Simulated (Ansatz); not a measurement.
Abstraction of F: SnH2F2 + C4H5 → SnH2F + C4H5F

Gas-phase species: SnH2F2 `[F][SnH2][F]`, singlet; C4H5 (but-2-yn-1-yl radical) `[CH2]C#CC`, doublet; SnH2F `[F][SnH2]`, doublet; C4H5F `CC#CCF`, singlet. A radical takes F: the energy is the difference in strength between the Sn–F bond broken and the C–F bond made.

Shapes, held fixed at every level: PBE0-D4/def2-TZVP. Programs: Ansatz 0.2.0. Electronic energies: no zero-point or thermal term.

```tsv
level	kind	ΔE (kJ/mol)	CPU time (sum over the molecules)
HF/def2-TZVPP	Hartree–Fock	+101.0	–
SPW92/def2-TZVPP	LDA	+61.9	10 s
PBE-D4/def2-TZVPP	GGA	+76.9	21 s
r2SCAN-D4/def2-TZVPP	meta-GGA	+94.9	40 s
B3LYP-D4/def2-TZVPP	global hybrid	+81.9	36 s
r2SCAN0-D4/def2-TZVPP	global hybrid	+91.2	47 s
wB97M-V/def2-TZVPP	range-separated hybrid	+73.3	59 s
B2PLYP/def2-TZVPP	double hybrid	+79.2	31 s
```

B2PLYP/def2-TZVPP gives ΔE = +79.2 kJ/mol; the levels span +61.9 to +101.0. The median of the levels is +80.5. No measured value is set beside it here. Spin contamination: C4H5 (⟨S²⟩ up to 0.94). Open shells run unrestricted. For atoms past krypton def2 sets carry core potentials with scalar relativity. Outer-core shells of Sn are correlated, in sets that cover them unevenly. Times are processor times on shared x86 and Arm servers, and rough.

Every level makes the abstraction endothermic, so the Sn–F bond broken is stronger than the C–F bond made. Two effects favour the reactants. Tin is much more electropositive than carbon, which gives Sn–F a large ionic contribution. The but-2-yn-1-yl radical is also stabilised by propargyl–allenyl delocalisation, which is lost when fluorine binds at the CH2 carbon, whereas the unpaired electron of SnH2F stays largely on tin.

The sign is secure across these methods, but the magnitude is less so. The values do not rise steadily with the sophistication of the functional, and r2SCAN0 lies slightly below r2SCAN, so exact exchange alone does not set the order; the differences probably reflect uneven treatment of correlation in two dissimilar bonds and a delocalised radical.

In the reverse direction, fluorine transfer from the propargylic fluoride to the stannyl radical is energetically downhill, but without a transition state nothing follows about its rate.
